\section*{One hole in a N\'eel plane: what a closed loop costs}

Take one electron out of the half-filled CuO$_2$ plane of La$_2$CuO$_4$ and ask for the spectrum of the hole. My inputs for this material are typical values: hopping $t=0.4$ eV, Cu--Cu distance $3.8$ \AA, exchange $J=0.13$ eV. The lattice is square, $z=4$. I drop $J$ for now and work at $U=\infty$,
\begin{equation}
H=-t\sum_{\langle ij\rangle\sigma}P\,(c^\dagger_{i\sigma}c_{j\sigma}+\mathrm{h.c.})\,P,\qquad
G(\omega)=\langle \mathrm{N}|c^\dagger_{0\uparrow}\frac{1}{\omega-H}c_{0\uparrow}|\mathrm{N}\rangle ,
\end{equation}
where $P$ forbids double occupancy, $|\mathrm N\rangle$ is the N\'eel state with site 0 spin up, and $\omega$ is the hole energy above the undoped state, whose energy is zero. I will compare three ways to get $G$, price them in arithmetic operations and stored words, and test them on a model that we solve exactly.

\subsection*{The retraceable sum}

Expand $G=\sum_n m_n/\omega^{n+1}$. The moment $m_n$ counts $n$-step walks that return the hole and restore the spin pattern. On a bipartite lattice $n$ is even, the electrons suffer an even permutation, and every such walk contributes $+t^n$. A walk that undoes each of its steps restores the spins automatically. Brinkman and Rice (1970) kept only these, which are the walks on a tree. Let $g$ be the Green function at the root of a branch that may not step back. That root has $z-1$ such branches and the origin has $z$:
\begin{equation}
g=\frac{1}{\omega-(z-1)t^2g},\qquad G_{\rm BR}=\frac{1}{\omega-zt^2g}.
\label{rec}
\end{equation}
The root that decays as $1/\omega$ is $g=[\omega-\sqrt{\omega^2-4(z-1)t^2}]/[2(z-1)t^2]$, with the square root going as $\omega$ at large $|\omega|$. Hence
\begin{equation}
G_{\rm BR}(\omega)=\frac{2(z-1)}{(z-2)\omega+z\sqrt{\omega^2-4(z-1)t^2}},
\label{br}
\end{equation}
\begin{equation}
\rho(E)=-\frac1\pi\,\mathrm{Im}\,G_{\rm BR}(E+i0)=\frac{z\sqrt{4(z-1)t^2-E^2}}{2\pi(z^2t^2-E^2)} .
\end{equation}
This is a continuum without a pole, with edges at $\pm2\sqrt{z-1}\,t$, inside the free edges $\pm zt$ for $z>2$. For our inputs the model gives $\pm1.39$ eV against $\pm1.60$ eV.

From now on $z=4$, $w=\omega/t$, $x=tg$, and $G$ is in units of $1/t$. Equation \eqref{rec} reads $w=1/x+3x$, so $G_{\rm BR}=x/(1-x^2)$. On the band $|x|^2=1/3$, and off it $|x|$ is smaller.

\emph{Question: which walk is the first one you lose?}

Each displaced electron must end on the sublattice of its own spin, so it moves an even number of times, and a walk of $2k$ steps touches at most $k+1$ sites. Up to ten steps, that leaves circuits on one plaquette or on a $2\times3$ block. They permute three or five spins cyclically, and those spins are never all parallel. The first loss is three turns round a plaquette, twelve steps. Four plaquettes and two senses add at least $8$ to the retraceable count $m_{12}/t^{12}=195352$.

\subsection*{A model with one loop and an exact answer}

Keep one square plaquette through site 0 and hang two loop-free branches on each corner, so that every site has four neighbours. The background is N\'eel. With the hole on the plaquette the other three spins are two of one kind and one of the other. Four hole positions times three places for the odd spin give twelve configurations, which the hole visits in order as it circles: a ring of twelve states, with positive sign because a three-cycle is even. An excursion into a branch must be retraced and gives each ring state the self-energy $2x$, so the ring sees $w-2x=x+1/x$. With
\begin{equation}
\frac{1}{x+1/x-2\cos\theta}=\frac{x}{1-x^2}\sum_{m=-\infty}^{\infty}x^{|m|}e^{im\theta},
\end{equation}
the average over $\theta=2\pi k/12$ keeps the multiples of twelve:
\begin{equation}
G=\frac1{12}\sum_{k=0}^{11}\frac{1}{x+1/x-2\cos(\pi k/6)}=\frac{x}{1-x^2}\,\frac{1+x^{12}}{1-x^{12}} .
\label{exact}
\end{equation}
This is exact for the model. Its twelfth moment is $195354$, the tree value plus the two senses of the triple turn.

My test point is the band centre with broadening $\eta=0.2$ eV, or $2.3\times10^3$ K in temperature units. Then $w=i/2$, $x=-i/2$, $x^2=-1/4$, $G_{\rm BR}=-0.4\,i$ and $G=G_{\rm BR}\times4097/4095$. The broadened densities of states are $0.31831$ and $0.31847$ eV$^{-1}$, where the digits serve only to separate the methods. The deviation is $\epsilon=G_{\rm approx}/G-1$, real at this point.

\subsection*{Method A: retraceable paths}

Iterate \eqref{rec} from the far end, $x_0=0$, $x_{m+1}=1/(w-3x_m)$, $G_L=1/(w-4x_L)$. This keeps retraceable walks that stay within $L$ hops. Each level is a division and a subtraction, so the work is $2L+1$ operations per frequency and the memory is one running number. The map is a M\"obius map with fixed points $x$ and $1/(3x)$ and multiplier $s=3x^2$, which gives
\begin{equation}
x_L=x\,\frac{1-s^{L}}{1-s^{L+1}},\qquad
\frac{G_L}{G_{\rm BR}}-1\simeq-\frac43\,\frac{1-s}{1-x^2}\,s^{L+1}.
\label{trunc}
\end{equation}
Here $s=-3/4$ and the prefactor is $28/15$ in size. For $w=i\eta/t$ in general, $|s|=\exp[-2\,\mathrm{arsinh}(\eta/2\sqrt3\,t)]$. One decade costs $8.0$ levels at our broadening, and $62$ levels at $\eta=k_BT=25.9$ meV for $T=300$ K. The closed form $A_\infty$, $G_{\rm BR}=3/(w+2\sqrt{w^2-12})$, removes the truncation in six operations, the root counted as one. What no depth removes is the floor from \eqref{exact},
\begin{equation}
\epsilon_{\rm BR}=-\frac{2x^{12}}{1+x^{12}},
\label{floor}
\end{equation}
equal to $-4.9\times10^{-4}$ at the test point and $2.7\times10^{-3}$ in modulus anywhere on the band at $\eta\to0$.

\emph{Question: then why ever iterate?}

For this Hamiltonian you would not. You need the iteration once a string potential makes the levels inequivalent, and there it still costs work linear in $L$.

\subsection*{Method B: Lanczos in the true configuration space}

Now let the machine track the spins. Start from $\phi_0=c_{0\uparrow}|\mathrm N\rangle$ and run
\begin{equation}
\phi_n=H\phi_{n-1}-b_{n-1}^2\phi_{n-2},\qquad b_n^2=\frac{\langle\phi_n|\phi_n\rangle}{\langle\phi_{n-1}|\phi_{n-1}\rangle},
\end{equation}
with $H$ in units of $t$ and no diagonal terms, by bipartiteness. Then $G=1/(w-b_1^2/(w-b_2^2/(w-\cdots)))$. Method $B_L$ cuts this off after $b_L$. It needs all configurations within $L$ hops. A tree has $4\cdot3^{n-1}$ states in shell $n$, and closing the ring merges two states of shell six and trims their descendants:
\begin{equation}
N(L)=2\cdot3^L-1\ \ (L\le5),\qquad N(L)=2\cdot3^L-2\cdot3^{L-6}\ \ (L\ge6).
\end{equation}
I charge step $n$ with $4N(n-1)$ multiply-adds for $H$ and $N(n)$ each for the subtraction and the norm. Memory is two vectors and one label per state:
\begin{equation}
W(L)=\sum_{n=1}^{L}\,[4N(n-1)+2N(n)]\simeq10\cdot3^L,\qquad M(L)=3N(L).
\end{equation}
This work is paid once for all frequencies.

The first coefficients are those of the tree, $b_1^2=4$ and $b_2^2=\dots=b_5^2=3$, so $B_L$ equals $A_L$ up to $L=5$. Shell five has $324$ states and sends $972$ bonds outward. Two of them meet at the far side of the ring, with amplitude 2, so the norm is $970+4=974$ and $b_6^2=974/324$. Write $b_n^2=3+\delta_n$. Carrying the recursion on gives
\begin{equation}
\begin{gathered}
\delta_6=\tfrac1{162}=6.17\times10^{-3},\qquad \delta_7=-2.07\times10^{-3},\\
\delta_8=-5.63\times10^{-6},\qquad \delta_9=-5.62\times10^{-6}.
\end{gathered}
\end{equation}
These shift the prefactor in \eqref{trunc} by a fraction of a per cent, so $\epsilon_B$ follows \eqref{trunc}, now towards the exact $G$ with no floor. Eliminating $L$,
\begin{equation}
|\epsilon_B|\propto W^{-p_B},\qquad p_B=\frac{\ln(1/|s|)}{\ln3}=0.262 .
\end{equation}
A decade of accuracy multiplies the work by $6.6\times10^3$. At $\eta\to0$ the exponent vanishes, since a finite fraction is a set of poles.

\emph{Question: your model has shells of equivalent states. Are you not overcharging Lanczos?}

On this model, yes: by symmetry classes the work would be polynomial in $L$, and \eqref{exact} makes it needless anyway. I charge what a code pays that must find loops by comparing configurations, as on the square lattice. There $N(L)$ is the same up to $L=5$ and never exceeds $2\cdot3^L-1$, and the point group saves a constant factor of at most eight.

\subsection*{Method C: Lanczos closed with the retraceable tail}

The open cut throws away what we know, namely that far out the chain looks like the tree. Method $C_L$ uses the computed $b_1\dots b_L$ and sets all later $\delta_n$ to zero, which closes the fraction with $b_L^2x$. The work and memory are those of $B_L$, plus $2L+6$ operations per frequency. For the deviation, vary one coupling of the Lanczos chain: $\delta G=(\delta_n/b_n)\,G_{0,n-1}G_{n0}$, with $G_{0n}=G_{\rm BR}\,2x(\sqrt3x)^{n-1}$ for $n\ge1$ on the unperturbed chain. So
\begin{equation}
\frac{\delta G}{G}=\frac{4\cdot3^{\,n-2}x^{2n}}{1-x^2}\,\delta_n .
\label{sens}
\end{equation}
Sum over $n$ and match to \eqref{exact}, to first order in the $\delta_n$:
\begin{equation}
\sum_n4\cdot3^{\,n-2}\delta_n\,x^{2n}=\frac{2x^{12}(1-x^2)}{1-x^{12}}=2x^{12}-2x^{14}+2x^{24}-\dots
\label{gen}
\end{equation}
This returns $\delta_6=2/324$, then $\delta_7\simeq-2.06\times10^{-3}$, zero from $n=8$ to $11$, and $8.5\times10^{-6}$ at $n=12$. The small $\delta_8$ and $\delta_9$ found above are second order in $\delta_6$ and $\delta_7$, and they are as large as that first-order $\delta_{12}$, so from $n=8$ on \eqref{gen} gives the scale and not the values. Three things follow. For $L\le5$, $C_L$ is Brinkman--Rice and buys nothing. At $L=6$ the leading omitted term gives $\epsilon\simeq2x^{14}/(1-x^2)=-9.8\times10^{-5}$. And the poles of \eqref{gen} lie on $|x|=1$, so $\delta_n$ falls on average as $3^{-n}$ and, by \eqref{sens}, the deviation as $|x|^{2L}$:
\begin{equation}
|\epsilon_C|\propto W^{-p_C},\qquad p_C=\frac{\ln(1/|x|^2)}{\ln 3}=1.26 .
\end{equation}
This is $p_B+1$, and it tends to 1, not to 0, as $\eta\to0$. It is an average over a staircase with a period of six levels.

\subsection*{The table and the choice}

All deviations below come from the full fractions at $\eta=0.2$ eV, for one frequency. For B and C the few operations of the final fraction are left out.

\begin{center}
\begin{tabular}{lrrr}
\hline
method & work & memory (words) & $\epsilon$\\
\hline
$A_{10}$ & 21 & few & $+8.1\times10^{-2}$\\
$A_{20}$ & 41 & few & $+4.0\times10^{-3}$\\
$A_\infty$ & 6 & few & $-4.9\times10^{-4}$\\
$B_5$ & 2390 & 1455 & $-0.288$\\
$B_7$ & 21802 & 13104 & $-0.172$\\
$B_9$ & 196522 & 117936 & $-0.100$\\
$C_5$ & 2390 & 1455 & $-4.9\times10^{-4}$\\
$C_6$ & 7242 & 4368 & $-9.8\times10^{-5}$\\
$C_7$ & 21802 & 13104 & $+1.06\times10^{-7}$\\
$C_8$ & 65482 & 39312 & $-9.4\times10^{-8}$\\
$C_9$ & 196522 & 117936 & $+5.6\times10^{-8}$\\
\hline
\end{tabular}
\end{center}

Cheapest for a stated accuracy. For $10^{-2}$ and $10^{-3}$ it is $A_\infty$, at six operations. For $10^{-4}$ method A is barred by its floor, and the cheapest is $C_6$, which passes narrowly, at $1.2\times10^3$ times the work of $A_\infty$. Method B would need $L=34$ by \eqref{trunc}, which is $1.7\times10^{17}$ operations. For $10^{-6}$ it is $C_7$, and for $10^{-7}$ it is $C_8$, again narrowly.

Best inside a budget. With $10^2$ or $10^3$ operations, take $A_\infty$: no affordable Lanczos run reaches the loop. With $10^4$ operations, or $10^4$ words, take $C_6$. With $10^5$ operations the best is $C_8$, but it lowers $|\epsilon|$ by only 11 per cent against $C_7$ for $3.0$ times the work, so $C_7$ is the sensible stop. In no row does B beat C at equal cost.

\emph{Question: $A_L$ oscillates in sign. Can some depth not cancel the floor?}

It can, since \eqref{trunc} alternates and passes through the size of \eqref{floor}. The depth at which it does depends on $\omega$ and can be found only with the exact answer in hand, so I do not count it as a choice.

\emph{Question: nobody wants one frequency.}

That helps C. For 1000 frequencies $A_\infty$ costs 6000 operations and $C_7$ costs $21802+1000\times20=41802$. The ratio drops from $3.6\times10^3$ to $7.0$. The ranking stays, and memory becomes the real price of C.

\emph{Question: does the verdict survive another spin background?}

The first part does not. With all spins parallel one turn restores the pattern, the ring has four states, and twelve becomes four in \eqref{exact} and \eqref{floor}. The floor is then $-2/17=-0.118$. The cheap method is good because N\'eel order postpones the first loop from four steps to twelve.

\subsection*{Back to the plane}

\emph{Question: how much of this carries over to the square lattice?}

The cost laws do, with $10\cdot3^L$ as an upper estimate. The deviations carry over as a pattern only. The four plaquettes at the origin give a leading term $8x^{12}=2.0\times10^{-3}$, and plaquettes $l$ hops away come in numbers of order $3^l$ with weight $x^{2l}$, which makes corrections of the same order that I have not summed. New loops appear beyond twelve steps, so the sharp drop at $C_7$ belongs to the one-loop model. The edges differ too. In the model, a pole would need $|x|=1$, so there is no weight outside $\pm2\sqrt3\,t$. On the lattice, long walks can assemble a polarized region in which the hole moves freely, the mechanism behind Nagaoka's ferromagnetism, and thin tails reach $\pm4t$. A square-root closure puts zero weight there, so A and C miss those tails completely.

\emph{Question: and $J$?}

That term decides the practical choice. Take its Ising part: a misaligned bond costs $J/2$, the first hop makes three of them and each further hop two, if the string does not touch itself, so $V_l=J(l+\tfrac12)$ for $l\ge1$. To first order $\delta G=\sum_l(V_l/t)\,G_{0l}^2$, which gives
\begin{equation}
\left|\frac{\delta G}{G}\right|=\frac{J}{t}\,\Big|G_{\rm BR}\,4x^2\sum_{l\ge1}(l+\tfrac12)s^{\,l-1}\Big|=0.325\times0.4\times\frac{30}{49}=0.08 .
\end{equation}
At the test point this shift falls on the real part of $G$. It is a first-order size estimate that omits spin flips, yet it is about 40 times the leading loop term of the lattice. Tracking strings of seven hops, up to $2.7$ nm long, to reach $10^{-7}$ refines the $U=\infty$ model and says nothing more about La$_2$CuO$_4$. For the material, the next effort should go into $J$, and the string potential enters method A at linear cost. The width $2.77$ eV is the model's. As typical knowledge, not a measurement: a hole in a parent cuprate shows a dispersing low-energy band about $0.3$ eV wide, of order $2J$, in front of a broad incoherent background. Equation \eqref{br} has no such band. Read as the width of the lowest feature it is too large by about a factor of 9, and it should be read only as a picture of the background.